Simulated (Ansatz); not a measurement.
## Ligand exchange: GeH3(CH3) + CH4S2 → GeH2(CH3)(SH) + CH4S

Species: GeH3(CH3) (methyl germane), singlet; CH4S2 `CSS`, singlet; GeH2(CH3)(SH), singlet; CH4S (methanethiol) `CS`, singlet. The partners trade H for SH: Ge–H and S–SH bonds give way to Ge–SH and S–H.

Shapes, held fixed at every level: PBE0-D4/def2-TZVP. Flexible molecules stand in one conformer, not always the lowest. Programs: Ansatz 0.2.0. The zero-point and thermal change to 298 K, harmonic and unscaled (PBE0-D4/def2-TZVP), is +2.1 kJ/mol.

```csv
level,kind,ΔH(298 K) (kJ/mol),less CCSD(T)/def2-TZVPP
HF/def2-SVP,Hartree–Fock,-94.6,-15.3
SPW92/def2-TZVPP,LDA,-60.0,+19.3
PBE-D4/def2-TZVPP,GGA,-63.0,+16.3
r2SCAN0-D4/def2-TZVPP,global hybrid,-73.5,+5.8
wB97M-V/def2-TZVPP,range-separated hybrid,-72.0,+7.3
CCSD/def2-SVP,coupled cluster or CI,-89.6,-10.3
CCSD/def2-TZVPP,coupled cluster or CI,-81.3,-2.0
CCSD(T)/def2-TZVPP,coupled cluster or CI,-79.3,0.0
```

The highest level, CCSD(T)/def2-TZVPP, gives ΔH(298 K) = -79.3 kJ/mol; the levels span -94.6 to -60.0. The column of differences is taken from that level and isn't an error. No measured value is set beside it here. Relativity is left out for Ge unless named. Correlated rows may include outer-core shells of Ge, which these sets cover unevenly.

Every level makes the exchange strongly exothermic, and the thermal term of +2.1 kJ/mol is small beside the total, so the driving force is electronic. The S–S bond is weak, with lone pairs on adjacent sulfur atoms repelling each other, and it is replaced by a strong S–H bond. On germanium, a hydride gives way to a polar Ge–S bond. In redox terms, the germane's hydride reduces the disulfide sulfur.

Hartree–Fock looks like the outlier at -94.6 kJ/mol, but CCSD in the same small basis gives -89.6, and enlarging the basis brings CCSD to -81.3. Much of the Hartree–Fock offset therefore probably reflects the basis rather than missing correlation. Triples change the result only slightly. LDA and the GGA give the least exothermic values and the two hybrids lie closer to CCSD(T), which suggests that semilocal exchange overstabilises the S–S bond. The sign is secure, but the sensitivity to basis leaves the last few kJ/mol open. Nothing here bears on the barrier, so facile exchange doesn't follow.
